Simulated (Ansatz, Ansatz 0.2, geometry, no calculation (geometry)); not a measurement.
# The cubic edge of chromium from nonmagnetic PBE, PBEsol and r2SCAN, compared with diffraction and EXAFS

## The measurement

Two measurements of bulk chromium bear on the same length. X-ray diffraction on a single crystal at ambient pressure and base temperature gives a cubic edge of 2.8822 Å ("Chromium at High Pressures: Weak Coupling and Strong Fluctuations in an Itinerant Antiferromagnet", 2008, arXiv:0802.4273). A fit to the Cr K-edge EXAFS of a reference metal foil gives a second-neighbour Cr-Cr distance of 2.893 ± 0.002 Å ("Thermoelectric properties and electronic structure of Cr(Mo,V)Nx thin films studied by synchrotron and lab-based X-ray spectroscopy", 2023, arXiv:2308.10750); its temperature is not given with the value. In a bcc crystal the second neighbour sits exactly one cube edge away, so the two numbers can be compared directly. The EXAFS distance is the longer by 0.0108 Å, several times its stated uncertainty.

| compared with | measured | source's wording or label | method |
| --- | --- | --- | --- |
| cell edge a (Å) | 2.8822 | cubic a at ambient pressure and base temperature | x-ray diffraction |
| Cr-Cr, second nearest pair (Å) | 2.893 ± 0.002 | Cr-Cr second neighbour | Cr K-edge EXAFS |

Conditions are those given with the value in the passage it was taken from; "not stated" means there, and the paper may say more elsewhere.

## Model and target

We look for the cheapest level of density-functional theory that gives both the cubic edge and the second-neighbour distance within 0.5 %, about 0.014 Å. That is tight enough to expose the usual errors of semilocal functionals, which reach one or two per cent in a lattice parameter, and wide enough to leave room for what a static calculation omits. Zero-point motion and, for the foil, thermal expansion should each lengthen the edge by roughly 0.1 %, and an EXAFS distance, being the mean of the instantaneous separation, lies a few thousandths of an ångström above the distance between mean positions. Because symmetry makes the two computed lengths identical, they are one prediction tested against two references.

The model is the one-atom primitive cell. It is cheap, but it cannot hold the antiferromagnetic order of chromium, an incommensurate spin-density wave below a Néel point slightly above room temperature. Only a ferromagnetic or a nonmagnetic state can result, and magnetic expansion of the lattice may be missing. We begin with PBE on a coarse mesh, then refine the sampling and the basis before turning to other functionals.

System: Cr (Chromium); Im-3m (No. 229), 1 atom in the cell used, edges 2.4975, 2.4975, 2.4975 A, angles 109.47, 109.47, 109.47 deg; cell from a published crystal structure; structure from the Crystallography Open Database.

## 1. PBE on a coarse mesh

A PBE relaxation with a 10x10x10 mesh is a light first step for a one-atom metal. We start it with a parallel moment to see whether a ferromagnetic state survives; we expect the moment to collapse and the edge to come out somewhat short. Alongside it we read the distances from the published diffraction structure that serves as the starting cell, as a cross-check on the two references.

**Run 1.** no calculation (geometry): distances read from the starting cell, no calculation.

Key lines of the input:
```
Im-3m (No. 229), 1 atoms in the cell used, edges 2.4975, 2.4975, 2.4975 A, angles 109.47, 109.47, 109.47 deg; no input: distances from the coordinates
```

**Run 2.** Ansatz 0.2: PBE, cell and atoms relaxed, parallel start moments, cutoff 420 eV, mesh 10x10x10, Fermi-Dirac 0.1 eV.

Key lines of the input:
```
crystal:
  lattice:
    - [-1.44195, 1.44195, 1.44195]
    - [1.44195, -1.44195, 1.44195]
    - [1.44195, 1.44195, -1.44195]
  atoms:
    - { symbol: Cr, position: [0.0, 0.0, 0.0], spin: 3.0 }
magnetization:
  spin_polarized: true
kpoints:
  mp_grid: { grid: [10, 10, 10] }
scf:
  occupations: { method: fermi_dirac, width: 0.1 }
hamiltonian:
  xc: pbe
  pseudopotentials: { kind: paw }
output:
  forces: true
  stress: true
relax:
  f_tol: 0.01
  max_steps: 60
  cell: {}
```

Command:
```
ansatz run input.yaml --threads 4 --pin off --max-ram 8192MiB --backend cpu --events-out ev --progress --plain --runs-dir out
```

Selected lines of the output:
```
relax step   1: F+E_penalty+E_count = -3377.73147629 eV  max|allowed force component| = 0.000e0 eV/Å  P = -8.461 GPa  Ω = 11.993 …
--- Relaxed structure (4 steps of the walk, 4 accepted, 1 SCFs on fresh bases) ---
  cell:  # Å, volume = 11.5744 Å³
```

Converged; 6 s on 4 cores of Intel Xeon at 2.70GHz, shared host. Warnings: seeded_moment_not_kept (in short: The SCF closed on a magnetic arrangement other than the starting moments, e.g. losing its moment, which doesn't show which is lower; absence of the warning proves nothing).

| quantity | run 1 | run 2 | measured |
| --- | --- | --- | --- |
| cell edge a (Å) | 2.8839 | 2.8500 | 2.8822 |
| Cr-Cr, second nearest pair (Å) | 2.884 | 2.850 | 2.893 ± 0.002 |
| moment on Cr (μB) | – | 0.000 |  |
| volume per atom (Å³) | 11.99 | 11.57 |  |

The moment vanished during the self-consistent cycle, so this is a nonmagnetic PBE solution; the accompanying warning records that loss without saying which state is lower in energy. The relaxed edge of 2.8500 Å is 1.1 % below the diffraction value and 1.5 % below the EXAFS distance, and both comparisons miss the target.

The published starting structure has an edge of 2.8839 Å, only 0.0017 Å from the single-crystal value. Two diffraction results therefore agree closely, while the EXAFS distance stands about 0.009 Å above the longer of them. That discrepancy is too small to explain the PBE miss.

## 2. Denser mesh, then a larger basis

Before blaming the functional or the missing magnetic order we test the numerical settings. A 20x20x20 mesh at the same cutoff isolates the Brillouin-zone sampling, and raising the cutoff to 700 eV on that mesh isolates the basis. For so small a cell both are affordable. We expect shifts well below the 0.03 Å that separates PBE from diffraction.

**Run 3.** Ansatz 0.2: PBE, cell and atoms relaxed, parallel start moments, cutoff 420 eV, mesh 20x20x20, Fermi-Dirac 0.1 eV.

Key lines of the input, as changed from run 2:
```diff
  kpoints:
-   mp_grid: { grid: [10, 10, 10] }
+   mp_grid: { grid: [20, 20, 20] }
  output:
+   write_density: true
+   write_potential: true
+   elf: true
+   volumetric_format: npy
```

Selected lines of the output:
```
relax step   5: F+E_penalty+E_count = -3377.74842820 eV  max|allowed force component| = 0.000e0 eV/Å  P = +0.002 GPa  Ω = 11.555 Å³  stress off target by 1.71e-3 GPa
Free energy (F): -3377.748428 eV
--- Relaxed structure (4 steps of the walk, 4 accepted, 1 SCFs on fresh bases) ---
  cell:  # Å, volume = 11.5548 Å³
```

Converged; 13 s, same machine. Warnings: seeded_moment_not_kept.

**Run 4.** Ansatz 0.2: PBE, cell and atoms relaxed, parallel start moments, cutoff 700 eV, mesh 20x20x20, Fermi-Dirac 0.1 eV.

Key lines of the input, as changed from run 3:
```diff
+ basis:
+   ecutwfc: 700
```

Selected lines of the output:
```
--- Relaxed structure (4 steps of the walk, 4 accepted, 1 SCFs on fresh bases) ---
  cell:  # Å, volume = 11.5510 Å³
```

Converged; 28 s on 4 cores of Intel Xeon at 2.50GHz (Skylake/Cascade Lake), shared host. Warnings: seeded_moment_not_kept.

| quantity | run 3 | run 4 | measured |
| --- | --- | --- | --- |
| cell edge a (Å) | 2.8484 | 2.8481 | 2.8822 |
| Cr-Cr, second nearest pair (Å) | 2.848 | 2.848 | 2.893 ± 0.002 |
| moment on Cr (μB) | 0.000 | 0.000 |  |
| volume per atom (Å³) | 11.55 | 11.55 |  |

Both refinements shorten the edge slightly: the denser mesh by 0.0016 Å, the larger basis by another 0.0003 Å. At 2.8481 Å, PBE is 1.2 % below diffraction and 1.6 % below the EXAFS distance. Sampling and basis therefore do not account for the miss, and the 420 eV cutoff with the 20x20x20 mesh is good enough for this target with PBE.

The moment vanishes in both runs. What remains is an error of the functional, of the nonmagnetic state, or of both. Antiferromagnetic order would be expected to expand the lattice, which is the direction needed, but the one-atom cell excludes it.

## 3. PBEsol and r2SCAN

With the sampling settled, we change the functional. PBEsol has the same form as PBE and should be similarly cheap, but it usually gives shorter lattice parameters, so we expect it to widen the miss. The meta-GGA r2SCAN asks more of each step and of the basis, and we run it at 500 eV. It tends to favour local moments more strongly than PBE, so it also tests whether a ferromagnetic solution can survive in this cell. If the moment collapses again, we see little reason for the edge to grow by the required amount.

**Run 5.** Ansatz 0.2: PBEsol, cell and atoms relaxed, parallel start moments, cutoff 420 eV, mesh 20x20x20, Fermi-Dirac 0.1 eV.

Key lines of the input, as changed from run 2:
```diff
  kpoints:
-   mp_grid: { grid: [10, 10, 10] }
+   mp_grid: { grid: [20, 20, 20] }
  hamiltonian:
-   xc: pbe
+   xc: pbesol
```

Selected lines of the output:
```
--- Relaxed structure (4 steps of the walk, 4 accepted, 1 SCFs on fresh bases) ---
  cell:  # Å, volume = 11.1499 Å³
```

Converged; 8.8 s on 4 cores of Arm Neoverse V1, shared host. Warnings: seeded_moment_not_kept.

**Run 6.** Ansatz 0.2: r2SCAN, cell and atoms relaxed, parallel start moments, cutoff 500 eV, mesh 20x20x20, Fermi-Dirac 0.1 eV.

Key lines of the input, as changed from run 3:
```diff
  hamiltonian:
-   xc: pbe
+   xc: r2scan
```

Selected lines of the output:
```
--- Relaxed structure (4 steps of the walk, 4 accepted, 1 SCFs on fresh bases) ---
  cell:  # Å, volume = 11.3269 Å³
```

Converged; 27 s on 4 cores of Intel Xeon at 2.70GHz, shared host. Warnings: seeded_moment_not_kept.

| quantity | run 5 | run 6 | measured |
| --- | --- | --- | --- |
| cell edge a (Å) | 2.8147 | 2.8295 | 2.8822 |
| Cr-Cr, second nearest pair (Å) | 2.815 | 2.830 | 2.893 ± 0.002 |
| moment on Cr (μB) | 0.000 | 0.000 |  |
| volume per atom (Å³) | 11.15 | 11.33 |  |

Both functionals move the edge away from experiment. PBEsol gives 2.8147 Å, 2.3 % below diffraction, and r2SCAN gives 2.8295 Å, 1.8 % below. The misses against the EXAFS distance are larger still, at 2.7 and 2.2 %. PBE remains the nearest of the three.

The ferromagnetic start collapses with r2SCAN too, so its stronger tendency towards local moments does not sustain one in this cell. That says nothing about an antiferromagnetic solution, for which the cell has no room. We tested the r2SCAN basis at no second cutoff, but its edge lies 0.0527 Å below diffraction, whereas the change of basis in PBE moved the edge by only 0.0003 Å.

## 4. PBE without spin polarisation

All the spin-polarised runs lost their moment, and our reading of the miss rests on their having reached the ordinary nonmagnetic state. We check this for PBE, the closest level, by removing spin polarisation while keeping the 420 eV cutoff and the dense mesh. The edge should agree with the 2.8484 Å of the spin-polarised run; a clear difference would mean that the collapsed solution was something else. This run cannot tell us how much antiferromagnetic order would expand the lattice.

**Run 7.** Ansatz 0.2: PBE, cell and atoms relaxed, no spin polarisation, cutoff 420 eV, mesh 20x20x20, Fermi-Dirac 0.1 eV.

Key lines of the input, as changed from run 2:
```diff
  crystal:
    atoms:
-     - { symbol: Cr, position: [0.0, 0.0, 0.0], spin: 3.0 }
- magnetization:
-   spin_polarized: true
+     - { symbol: Cr, position: [0.0, 0.0, 0.0] }
  kpoints:
-   mp_grid: { grid: [10, 10, 10] }
+   mp_grid: { grid: [20, 20, 20] }
  scf:
+   max_iter: 100
  relax:
-   max_steps: 60
+   max_steps: 30
```

Selected lines of the output:
```
relax step   5: F+E_penalty+E_count = -3377.74842825 eV  max|allowed force component| = 0.000e0 eV/Å  P = +0.004 GPa  Ω = 11.555 Å³  stress off target by 3.63e-3 GPa
Free energy (F): -3377.748428 eV
--- Relaxed structure (4 steps of the walk, 4 accepted, 1 SCFs on fresh bases) ---
```

Converged; 4.2 s, same machine.

| quantity | run 7 | measured | deviation |
| --- | --- | --- | --- |
| cell edge a (Å) | 2.8484 | 2.8822 | −0.0338 (−1.2 %) |
| Cr-Cr, second nearest pair (Å) | 2.848 | 2.893 ± 0.002 | −0.045 (−1.5 %) |
| volume per atom (Å³) | 11.55 |  |  |

Without spin polarisation PBE relaxes to the same edge, 2.8484 Å, and the free energies of the two runs agree to the microelectronvolt digits printed, $-3377.748428$ eV. The collapsed solution of the spin-polarised PBE run is thus the ordinary nonmagnetic state, and the misses of 1.2 % against diffraction and 1.5 % against EXAFS belong to nonmagnetic PBE chromium. For this state spin polarisation can be left out without changing the result. The check covers PBE alone, and it does not test the effect of antiferromagnetic order on the edge.

## Collected results

| run | settings | cell edge a (Å) | deviation | Cr-Cr, second nearest pair (Å) | deviation | cost |
| --- | --- | --- | --- | --- | --- | --- |
| 1 | no calculation (geometry): distances read from the starting cell, no calculation | 2.8839 |  | 2.884 |  | – |
| 2 | Ansatz: PBE, cell and atoms relaxed, parallel start moments, cutoff 420 eV, mesh 10x10x10, Fermi-Dirac 0.1 eV | 2.8500 | −0.0322 (−1.1 %) | 2.850 | −0.043 (−1.5 %) | under 1 core-min |
| 3 | Ansatz: PBE, cell and atoms relaxed, parallel start moments, cutoff 420 eV, mesh 20x20x20, Fermi-Dirac 0.1 eV | 2.8484 | −0.0338 (−1.2 %) | 2.848 | −0.045 (−1.5 %) | under 1 core-min |
| 4 | Ansatz: PBE, cell and atoms relaxed, parallel start moments, cutoff 700 eV, mesh 20x20x20, Fermi-Dirac 0.1 eV | 2.8481 | −0.0341 (−1.2 %) | 2.848 | −0.045 (−1.6 %) | 1.8 core-min |
| 5 | Ansatz: PBEsol, cell and atoms relaxed, parallel start moments, cutoff 420 eV, mesh 20x20x20, Fermi-Dirac 0.1 eV | 2.8147 | −0.0675 (−2.3 %) | 2.815 | −0.078 (−2.7 %) | under 1 core-min |
| 6 | Ansatz: r2SCAN, cell and atoms relaxed, parallel start moments, cutoff 500 eV, mesh 20x20x20, Fermi-Dirac 0.1 eV | 2.8295 | −0.0527 (−1.8 %) | 2.830 | −0.063 (−2.2 %) | 1.8 core-min |
| 7 | Ansatz: PBE, cell and atoms relaxed, no spin polarisation, cutoff 420 eV, mesh 20x20x20, Fermi-Dirac 0.1 eV | 2.8484 | −0.0338 (−1.2 %) | 2.848 | −0.045 (−1.5 %) | under 1 core-min |
|  | measured | 2.8822 |  | 2.893 ± 0.002 |  |  |

## Outcome

None of the levels tried meets the 0.5 % target. PBE comes nearest: with the dense mesh and the 700 eV cutoff it gives an edge of 2.8481 Å, 1.2 % below diffraction and 1.6 % below the EXAFS distance, for 1.8 core-minutes. The 420 eV run without spin polarisation gives practically the same edge for less than one. r2SCAN and PBEsol fall further short.

The mesh and cutoff tests mattered because they showed that neither setting causes the PBE miss. The run without spin polarisation identified the collapsed PBE solution as the ordinary nonmagnetic state.

Zero-point motion lengthens the measured edge by roughly 0.1 %, which still leaves PBE about 1 % short of diffraction. The missing antiferromagnetic order is a likely part of this: PBE calculations that include it are generally known to give chromium a longer edge than nonmagnetic ones. We did not test the effect here. The error of PBE itself cannot be separated from it here, nor can that of the PAW potentials, which we did not vary.

The EXAFS distance is the weaker reference. Thermal expansion and averaging over instantaneous separations lengthen it slightly, and a fitted second-shell distance is commonly less certain than ± 0.002 Å. The miss does not depend on it, because the diffraction edge alone rules out every level tried. The natural next step is an antiferromagnetic calculation in the two-atom cubic cell, a commensurate approximation to the spin-density wave.

[Logs are printed without paths, hosts, clocks, repeated set-up lines and the standing remarks that a program may print on its own settings, such as how far it seeks lower states.]

[The runs shown are a pick from a larger set of finished runs; failed, doubtful and other runs were left out of it ahead of writing. So were measured values far from every level or from commonly accepted values, and agreement can look better than it is. Lines of input and output are excerpts and may be shortened.]
